## Two-OPW electron-phonon matrix element and the removal of the Umklapp divergence

### Premises and conventions

1. The crystal is monatomic, with $N$ ions of mass $M$, cell volume $\Omega$, volume $\mathcal V=N\Omega$ and density $\rho=M/\Omega$.
2. The electrons see a sum of local, spherical, screened pseudopotentials $v(\mathbf r-\mathbf R_l-\mathbf u_l)$ that move rigidly with the ions. The form factor is $w(Q)=\Omega^{-1}\int v(\mathbf r)\,e^{-i\mathbf Q\cdot\mathbf r}d^3r$, real and in eV. At long wavelength it takes the free-electron screening limit $w_0\equiv w(0)=-\tfrac23E_F$.
3. Phonons are harmonic, with real unit polarisation vectors $\mathbf e_{\mathbf q\nu}$, and $\omega_{\mathbf q\nu}=c_\nu(\hat{\mathbf q})\,q$ at small reduced wave vector $\mathbf q$.
4. Scattering is quasi-elastic, so that both electron states lie on the Fermi surface.
5. Near one Bragg plane only the plane waves $|\mathbf k\rangle$ and $|\mathbf k-\mathbf G\rangle$ mix. These pseudo-plane waves stand for orthogonalised plane waves (OPW).

The Eliashberg function of a state $\mathbf k$ and its Fermi-surface average, with $N(0)$ the density of states per spin, are

$$\alpha^2F_{\mathbf k}(\omega)=\sum_{\mathbf k'\nu}|g_{\mathbf k'\mathbf k\nu}|^2\,\delta(E_{\mathbf k'}-E_F)\,\delta(\hbar\omega-\hbar\omega_{\mathbf q\nu}),\qquad \alpha^2F=\frac1{N(0)}\sum_{\mathbf k}\delta(E_{\mathbf k}-E_F)\,\alpha^2F_{\mathbf k}.\tag{1}$$

Both are dimensionless.

### Coupling between plane waves

To first order in the displacements $\delta V=-\sum_l\mathbf u_l\cdot\nabla v(\mathbf r-\mathbf R_l)$. Between normalised plane waves, with $\mathbf Q=\mathbf K'-\mathbf K$, the gradient becomes $i\mathbf Q$ and the shift of origin a phase:

$$\langle\mathbf K'|\delta V|\mathbf K\rangle=-\frac{i}{N}\,w(Q)\sum_l\mathbf Q\cdot\mathbf u_l\,e^{-i\mathbf Q\cdot\mathbf R_l}.$$

Insert $\mathbf u_l=\sum_{\mathbf q\nu}(\hbar/2MN\omega_{\mathbf q\nu})^{1/2}\mathbf e_{\mathbf q\nu}e^{i\mathbf q\cdot\mathbf R_l}(a_{\mathbf q\nu}+a^\dagger_{-\mathbf q\nu})$. The lattice sum equals $N$ when $\mathbf Q-\mathbf q$ is a reciprocal-lattice vector and vanishes otherwise. For states $\sum_{\mathbf K}c_{\mathbf K}|\mathbf K\rangle$ with real coefficients the coupling is therefore

$$g=-i\Big(\frac{\hbar}{2MN\omega_{\mathbf q\nu}}\Big)^{1/2}I,\qquad I=\sum_{\mathbf K'\mathbf K}c'_{\mathbf K'}c_{\mathbf K}\,w(|\mathbf K'-\mathbf K|)\,(\mathbf K'-\mathbf K)\cdot\mathbf e .\tag{2}$$

$I$ has the unit eV Å$^{-1}$.

### The one-OPW divergence

With one plane wave per state, $I=w(Q)\,\mathbf Q\cdot\mathbf e$. For a normal process $\mathbf Q=\mathbf q$, so $I\to w_0\,\mathbf q\cdot\mathbf e$ and $g\propto\omega^{1/2}$. For an Umklapp process $\mathbf Q=\mathbf G+\mathbf q$, available at arbitrarily small $q$ whenever $G<2k_F$, $I\to w_G\,\mathbf G\cdot\mathbf e$ with $w_G=w(G)$. This stays finite, and $g\propto\omega^{-1/2}$.

The effect on $\alpha^2F$ follows from the phase space. On the free-electron sphere the radial and polar integrals remove the two delta functions, giving $\sum_{\mathbf k}\delta(\epsilon_{\mathbf k}-E_F)\delta(\epsilon_{\mathbf k+\mathbf Q}-E_F)=\mathcal Vm^2/4\pi^2\hbar^4Q$ for $Q<2k_F$. Division by $N(0)=\mathcal Vmk_F/2\pi^2\hbar^2$ leaves $m/2\hbar^2k_FQ$. With $\int q^n\,dq\,\delta(\hbar\omega-\hbar cq)=\omega^n/\hbar c^{\,n+1}$, $n=3$ for normal and $n=2$ for Umklapp processes,

$$\alpha^2F_N=\frac{m\,w_0^2\,\omega^2}{8\pi^2\rho\hbar^2k_Fc_L^4},\qquad \alpha^2F_U=\frac{m\,G\,w_G^2\,\omega}{32\pi^3\rho\hbar^2k_F}\sum_\nu\int d\Omega_{\mathbf q}\frac{(\hat{\mathbf G}\cdot\mathbf e_\nu)^2}{c_\nu^3}.\tag{3}$$

The first form assumes elastic isotropy and the second holds per vector $\mathbf G$. The one-OPW Umklapp term is linear in $\omega$ and would dominate as $\omega\to0$.

This limit is unphysical. A $q=0$ displacement translates the whole crystal and cannot shift a band energy. Since $\nabla V=(i/\hbar)[\mathbf p,H]$, the diagonal element of $\nabla V$ vanishes in any eigenstate of $H$. The one-OPW treatment violates this because small-$q$ Umklapp pairs have $\mathbf k'\approx\mathbf k+\mathbf G$ with equal energies. Both states then lie on Bragg planes, where a single plane wave is not an eigenstate even to zeroth order in $w_G$.

### Two-OPW states

Write $\mathbf k\cdot\hat{\mathbf G}=G/2+\eta$, let $k_\perp$ be the component normal to $\mathbf G$, and set $E_G=\hbar^2G^2/2m$. The mean and half-difference of $\epsilon_{\mathbf k}$ and $\epsilon_{\mathbf k-\mathbf G}$ are

$$\bar\epsilon=\tfrac14E_G+\frac{\hbar^2}{2m}(\eta^2+k_\perp^2),\qquad \Delta=E_G\,\eta/G .$$

In the basis $\{|\mathbf k\rangle,|\mathbf k-\mathbf G\rangle\}$, $H=\bar\epsilon+\Delta\sigma_z+w_G\sigma_x$. The vector $(\cos\theta,\sin\theta)$ has $\langle\sigma_z\rangle=\cos2\theta$ and $\langle\sigma_x\rangle=\sin2\theta$, and it is an eigenvector when this pair is parallel or antiparallel to $(\Delta,w_G)$:

$$|\psi_{\mathbf k}\rangle=\cos\theta\,|\mathbf k\rangle+\sin\theta\,|\mathbf k-\mathbf G\rangle,\quad E_\pm=\bar\epsilon\pm D,\quad (\cos2\theta,\sin2\theta)=\pm\frac{(\Delta,w_G)}{D},\quad D=\sqrt{\Delta^2+w_G^2}.\tag{4}$$

The overall sign is fixed by taking $\theta$ continuous in $\mathbf k$ within a band. The two bands differ by $\pi/2$ in $\theta$. Differentiating $\cot2\theta=\Delta/w_G$, which holds in both bands, gives

$$\frac{d\theta}{d\eta}=-\frac{\sin^22\theta}{2w_G}\frac{E_G}{G},\qquad \sin^22\theta=\frac{1}{1+\eta^2/\eta_0^2},\qquad \eta_0=\frac{G|w_G|}{E_G}.\tag{5}$$

The mixing angle turns by $\pi/2$ across a layer of thickness of order $\eta_0$.

### The matrix element

Take the final state $\cos\theta'|\mathbf k'\rangle+\sin\theta'|\mathbf k'-\mathbf G\rangle$ with $\mathbf k'=\mathbf k+\mathbf q$. Equation (2) has four terms. The transfers $\mathbf k\to\mathbf k'$ and $\mathbf k-\mathbf G\to\mathbf k'-\mathbf G$ carry $\mathbf q$, the transfer $\mathbf k-\mathbf G\to\mathbf k'$ carries $\mathbf q+\mathbf G$, and $\mathbf k\to\mathbf k'-\mathbf G$ carries $\mathbf q-\mathbf G$:

$$I=w(q)(\mathbf q\cdot\mathbf e)\cos(\theta-\theta')+\sin\theta\cos\theta'\,w(|\mathbf q+\mathbf G|)(\mathbf q+\mathbf G)\cdot\mathbf e+\cos\theta\sin\theta'\,w(|\mathbf q-\mathbf G|)(\mathbf q-\mathbf G)\cdot\mathbf e .\tag{6}$$

For $q\ll G$, $|\mathbf q\pm\mathbf G|=G\pm\hat{\mathbf G}\cdot\mathbf q+O(q^2/G)$. With $w'_G=dw/dQ$ at $Q=G$,

$$w(|\mathbf q\pm\mathbf G|)(\mathbf q\pm\mathbf G)\cdot\mathbf e=\pm w_G\,\mathbf G\cdot\mathbf e+\big[w_G\,\mathbf q\cdot\mathbf e+w'_G(\hat{\mathbf G}\cdot\mathbf q)(\mathbf G\cdot\mathbf e)\big]+O(q^2).$$

The parts odd in $\mathbf G$ combine into $\sin(\theta-\theta')$ and the even parts into $\sin(\theta+\theta')$:

$$\boxed{I=w(q)(\mathbf q\cdot\mathbf e)\cos(\theta-\theta')+w_G(\mathbf G\cdot\mathbf e)\sin(\theta-\theta')+\big[w_G\,\mathbf q\cdot\mathbf e+w'_G(\hat{\mathbf G}\cdot\mathbf q)(\mathbf G\cdot\mathbf e)\big]\sin(\theta+\theta')+O(q^2)}\tag{7}$$

No assumption on $q/\eta_0$ has been made. For states on opposite sides of the layer with $|\eta|,|\eta'|\gg\eta_0$, $|\theta-\theta'|\to\pi/2$ and the second term is the one-OPW Umklapp element. Within one band at $q\to0$ the two Umklapp amplitudes cancel. The cancellation is the translation theorem in the truncated basis. At $q=0$ the $2\times2$ matrix of $I$ has off-diagonal elements $\pm w_G\mathbf G\cdot\mathbf e$ and equals $[P,H]$ with $P=\mathrm{diag}(\mathbf k\cdot\mathbf e,(\mathbf k-\mathbf G)\cdot\mathbf e)$, whose expectation value in an eigenstate of $H$ is zero.

For intraband scattering with $q\ll\eta_0$, $\theta-\theta'=-(d\theta/d\eta)\,\hat{\mathbf G}\cdot\mathbf q$. Then (5) turns the second term of (7) into $\tfrac12E_G\sin^22\theta\,(\hat{\mathbf G}\cdot\mathbf q)(\hat{\mathbf G}\cdot\mathbf e)$, while $\cos(\theta-\theta')\to1$ and $\sin(\theta+\theta')\to\sin2\theta$. Hence

$$I=q\,\mathbf d\cdot\mathbf e,\qquad \mathbf d=A\,\hat{\mathbf q}+B\,(\hat{\mathbf G}\cdot\hat{\mathbf q})\,\hat{\mathbf G},\qquad A=w_0+w_G\sin2\theta,\qquad B=\tfrac12E_G\sin^22\theta+Gw'_G\sin2\theta .\tag{8}$$

Three points follow. First, $I$ is linear in $q$, so $g\propto q/\omega^{1/2}\propto\omega^{1/2}$. Second, on the Bragg plane the Umklapp coefficient $E_G/2$ does not depend on $w_G$. A weaker potential narrows the layer without lowering the coupling at its centre, and the linear form $E_Gq/2$ reaches the one-OPW value $|w_G|G$ at $q=2\eta_0$. Third, the bracket in (7) is of the same order in $q$ as the terms before it. It is smaller only by the ratios $2w_G/E_G$ and $2Gw'_G/E_G$, and the second of these need not be negligible.

### Check by homogeneous strain

The wave $\mathbf u=u_0\mathbf e\,e^{i\mathbf q\cdot\mathbf r}$ is locally a strain $\partial_ju_i=s\,e_iq_j$ with $s=iu_0$, and by (2) it couples as $-sI$. In the strained crystal conservation of phase maps each $\mathbf K$ to $\mathbf K-s(\mathbf K\cdot\mathbf e)\mathbf q$, and $\Omega$ grows by the factor $1+s\,\mathbf q\cdot\mathbf e$. The off-diagonal element changes by $-s[w_G\mathbf q\cdot\mathbf e+w'_G(\hat{\mathbf G}\cdot\mathbf q)(\mathbf G\cdot\mathbf e)]$, which is weighted by $\langle\sigma_x\rangle=\sin2\theta$. The kinetic energy changes by $-s(\hbar^2/m)\langle(\mathbf K\cdot\mathbf e)(\mathbf K\cdot\mathbf q)\rangle$. For a vector taking two values that differ by $\mathbf G$, with mean $\langle\mathbf K\rangle=m\mathbf v/\hbar$,

$$\frac{\hbar^2}{m}\langle K_iK_j\rangle=m\,v_iv_j+\frac{\hbar^2}{m}\cos^2\theta\sin^2\theta\,G_iG_j=m\,v_iv_j+\tfrac12E_G\sin^22\theta\,\hat G_i\hat G_j .$$

The first term drops out because $\mathbf q\cdot\mathbf v=0$ for $\mathbf q$ tangent to the Fermi surface. Energies are counted from the local Fermi level, which for a neutral free-electron gas moves by $-\tfrac23E_F\,s\,\mathbf q\cdot\mathbf e$, and this supplies $-s\,w_0\,\mathbf q\cdot\mathbf e$. The sum is $-sI$ with $I$ from (8). The long-wave coupling is the deformation potential of the two-OPW band.

### The $\omega^2$ law

For small $q$ the final states fill the tangent plane at $\mathbf k$, so $\sum_{\mathbf k'}\delta(E_{\mathbf k'}-E_F)\to(\mathcal V/8\pi^3\hbar v_{\mathbf k})\int q\,dq\,d\phi$. Using (2), (8) and the radial integral with $n=3$,

$$\alpha^2F_{\mathbf k}(\omega)=\frac{\omega^2}{16\pi^3\rho\hbar v_{\mathbf k}}\sum_\nu\int_0^{2\pi}d\phi\,\frac{(\mathbf d\cdot\mathbf e_\nu)^2}{c_\nu^4}=\frac{\rho\,\omega^2}{16\pi^3\hbar v_{\mathbf k}}\,J,\qquad J=\int_0^{2\pi}d\phi\,|\Gamma^{-1}\mathbf d|^2 .\tag{9}$$

The second form holds because the $\mathbf e_\nu$ are the eigenvectors of the Christoffel matrix $\Gamma_{ik}=C_{ijkl}\hat q_j\hat q_l$ with eigenvalues $\rho c_\nu^2$. For $B=0$, $A=w_0$, $v=\hbar k_F/m$ and isotropic elasticity, (9) reproduces $\alpha^2F_N$ of (3). Since $|\mathbf d|\le|A|+|B|$, the coefficient of $\omega^2$ is bounded wherever $v_{\mathbf k}\neq0$, and the average in (1) is also proportional to $\omega^2$.

On the Bragg plane $\mathbf v\perp\mathbf G$, so $\hat{\mathbf G}$ lies in the tangent plane. With $\phi$ counted from it, an isotropic medium has the longitudinal projection $A+B\cos^2\phi$ and the transverse projection of magnitude $|B\sin\phi\cos\phi|$:

$$J_{\rm iso}=\frac{2\pi\,(A^2+AB+\tfrac38B^2)}{(\rho c_L^2)^2}+\frac{\pi B^2}{4(\rho c_T^2)^2}.\tag{10}$$

Transverse phonons, uncoupled in one-OPW normal processes, enter with the weight $c_T^{-4}$.

Interband transitions keep a finite element, since $\theta'\approx\theta\pm\pi/2$ gives $|I|\approx|w_G\mathbf G\cdot\mathbf e|$. They cannot restore the divergence, because the two sheets are separated by the gap. By (4) the upper sheet has its largest $k_\perp$ at $\eta=0$, and for $|w_G|<E_G/2$ the lower sheet has a local minimum of $k_\perp$ there. The two vertices satisfy $\hbar^2k_{\perp\pm}^2/2m=E_F-E_G/4\mp|w_G|$, and interband scattering near the plane needs $q\ge q_{\min}=k_{\perp-}-k_{\perp+}$.

In the surface average the layer has a weight of order $\eta_0/k_F$. Its contribution $\sim(\eta_0/k_F)E_G^2\omega^2/\rho\hbar vc^4$, divided by $\alpha^2F_U$ of (3) with $|w_G|=E_G\eta_0/G$, is $\omega/c\eta_0$ times a geometric factor. The quadratic law thus joins the linear one-OPW law at frequencies on the scale $c\eta_0$.

### Range of validity

Equation (7) needs $q\ll G$ and premises 2 and 5. Equation (8) needs $q\ll\eta_0$. Equation (9) also needs a flat tangent plane. Expanding $D\approx|w_G|+\Delta^2/2|w_G|$ gives $E_+=\text{const}+(\hbar^2/2m)[k_\perp^2+\eta^2(1+E_G/2|w_G|)]$, so the upper sheet has at its vertex the radius of curvature

$$R_c=\frac{k_{\perp+}}{1+E_G/2|w_G|},$$

and $q\ll R_c$ is required. Quasi-elasticity needs $c\ll v$. The treatment fails where a third plane wave comes within a few $|w|$ of $E_F$, as along zone edges and at corners. There the translation theorem still makes $I$ vanish at $q=0$, provided the states diagonalise $H$ in the same basis in which $I$ is summed, but $\mathbf d$ changes. A nonlocal pseudopotential alters $w'_G$, and the average over the whole surface is quadratic only below the scale set by the smallest gap and the sharpest curvature.

### Illustration: the (200) ridge of the third-zone arm in aluminium

The inputs from outside the model are a typical lattice constant $a=4.05$ Å, $M=26.98$ u, valence 3, and typical form factors $w_{200}\approx0.76$ eV and $w_{111}\approx0.24$ eV. The measured room-temperature elastic constants, as compiled by Blaschke, are $C_{11}=106.75$, $C_{12}=60.41$ and $C_{44}=28.34$ GPa. Then $k_F=(36\pi^2)^{1/3}/a=1.749$ Å$^{-1}$, $E_F=11.65$ eV, $w_0=-7.77$ eV, $G=4\pi/a=3.103$ Å$^{-1}$, $E_G/2=18.34$ eV and $\rho=2698$ kg m$^{-3}$. The slope is estimated by the chord between $G_{111}=2.687$ Å$^{-1}$ and $G_{200}$, which gives $w'_G\approx1.25$ eV Å and $Gw'_G\approx3.9$ eV.

The arm through $U=(2\pi/a)(1,\tfrac14,\tfrac14)$ runs along $[01\bar1]$. At $U$ the waves $\mathbf k$, $\mathbf k-\mathbf G_{200}$ and $\mathbf k-\mathbf G_{111}$ are degenerate, and the free-electron cross-section of the arm is a curved triangle with one corner on the (200) plane and two on {111} planes. Take the rounded (200) corner, $\mathbf k=(G/2)\,\hat{\mathbf x}+k_{\perp+}[011]/\sqrt2$. With $E_F$ kept at its free-electron value, $\hbar^2k_{\perp+}^2/2m=1.72$ eV, $k_{\perp+}=0.672$ Å$^{-1}$ and $\hbar v=\hbar^2k_{\perp+}/m=5.12$ eV Å. For the upper band with $w_G>0$, $\sin2\theta=1$, so $A=-7.01$ eV and $B=22.2$ eV.

The third wave lies $2.83$ eV below $E_F$ at this point and couples to the symmetric state through $\sqrt2\,w_{111}$, with amplitude $c_3=0.12$. It is the lowest band there, which makes the upper two-OPW branch the third band. Its loss of weight lowers $B$ by $c_3^2B=0.32$ eV, and the cross terms raise $B$ by $\tfrac23\sqrt2\,c_3G_{111}w'=0.38$ eV. The backward momentum of the third wave and a level repulsion of $0.04$ eV together lower $v$ by about 6 %. Two OPW suffice for a two-figure estimate here.

The tangent plane is spanned by $[100]$ and $[01\bar1]$, with $\hat{\mathbf q}=(\cos\phi,\sin\phi)$ in that basis. The mode polarised along $[011]$ is orthogonal to $\mathbf d$ and does not couple. For the in-plane modes, in GPa,

$$\Gamma=\begin{pmatrix}106.75\cos^2\phi+28.34\sin^2\phi&88.75\sin\phi\cos\phi\\88.75\sin\phi\cos\phi&28.34\cos^2\phi+111.92\sin^2\phi\end{pmatrix},\qquad \mathbf d=\begin{pmatrix}(A+B)\cos\phi\\A\sin\phi\end{pmatrix},$$

where $88.75=C_{12}+C_{44}$ and $111.92=(C_{11}+C_{12}+2C_{44})/2$. Quadrature gives $J=0.66$ eV$^2$ GPa$^{-2}$. The isotropic form (10) with $\rho c_L^2=C_{11}$ and $\rho c_T^2=C_{44}$ gives $0.043$ (longitudinal) plus $0.48$ (transverse), which shows that shear waves dominate. The prefactor in (9) is $3.93\times10^{-3}$ GPa$^2$ eV$^{-2}$ at $\hbar\omega=1$ meV, and the model's result is

$$\alpha^2F_{\mathbf k}=\beta\,(\hbar\omega)^2,\qquad\beta=2.6\times10^{-3}\ \text{meV}^{-2}.$$

The one-OPW normal term of (3) with $\rho c_L^2=C_{11}$ has $\beta=5.0\times10^{-5}$ meV$^{-2}$, smaller by a factor of 52. Dropping the bracket of (7) gives $J=0.44$ eV$^2$ GPa$^{-2}$ and $\beta=1.7\times10^{-3}$ meV$^{-2}$, a ratio of $0.67$. The bracket matters at the level of a third, and as the slope is only a chord estimate the second figure of $\beta$ is uncertain. Elastic constants 10 % stiffer, as is typical on cooling to helium temperature, would lower $\beta$ by 17 %.

With $c_T=(C_{44}/\rho)^{1/2}$, $\hbar c_T=21.3$ meV Å and $c_T/v=0.004$. The scales are:

| scale | wave number (Å$^{-1}$) | $\hbar c_Tq$ (meV) |
|---|---|---|
| $R_c$ | 0.027 | 0.57 |
| $\eta_0$ | 0.064 | 1.4 |
| $q_{\min}$ | 0.25 | 5.3 |

The Debye temperature of 428 K (compiled value, Wikipedia) corresponds to $36.9$ meV, so the quadratic law occupies only the bottom of the spectrum, well below half a meV at this point.

The golden-rule decay rate at $E_F$ is $\hbar/\tau=4\pi\int d(\hbar\omega)\,\alpha^2F_{\mathbf k}\,(n+f)$, with Bose and Fermi factors at energy $\hbar\omega$ and $n+f=1/\sinh(\hbar\omega/k_BT)$. Since $\int_0^\infty x^2dx/\sinh x=\tfrac72\zeta(3)$, $\hbar/\tau=14\pi\zeta(3)\,\beta\,(k_BT)^3$. The model gives $1/\tau T^3=1.3\times10^{8}$ s$^{-1}$K$^{-3}$ on the ridge and $2.6\times10^{6}$ s$^{-1}$K$^{-3}$ for the normal term. Division by $1+\lambda$ with a typical $\lambda\approx0.4$ brings the ridge value to $1.0\times10^{8}$ s$^{-1}$K$^{-3}$. As $k_BT=0.086$ meV at 1 K, this asymptote applies to the normal state at about 1 K and below. Typical coefficients for third-zone carriers in aluminium at several kelvin are a few times $10^7$ s$^{-1}$K$^{-3}$, so the model's ridge value lies roughly a factor of three above them. The direction is expected, because the vertex has the largest $\sin^22\theta$ and the smallest velocity across the ridge, thermal wave numbers at several kelvin are comparable with $R_c$ or larger, and room-temperature moduli are too soft.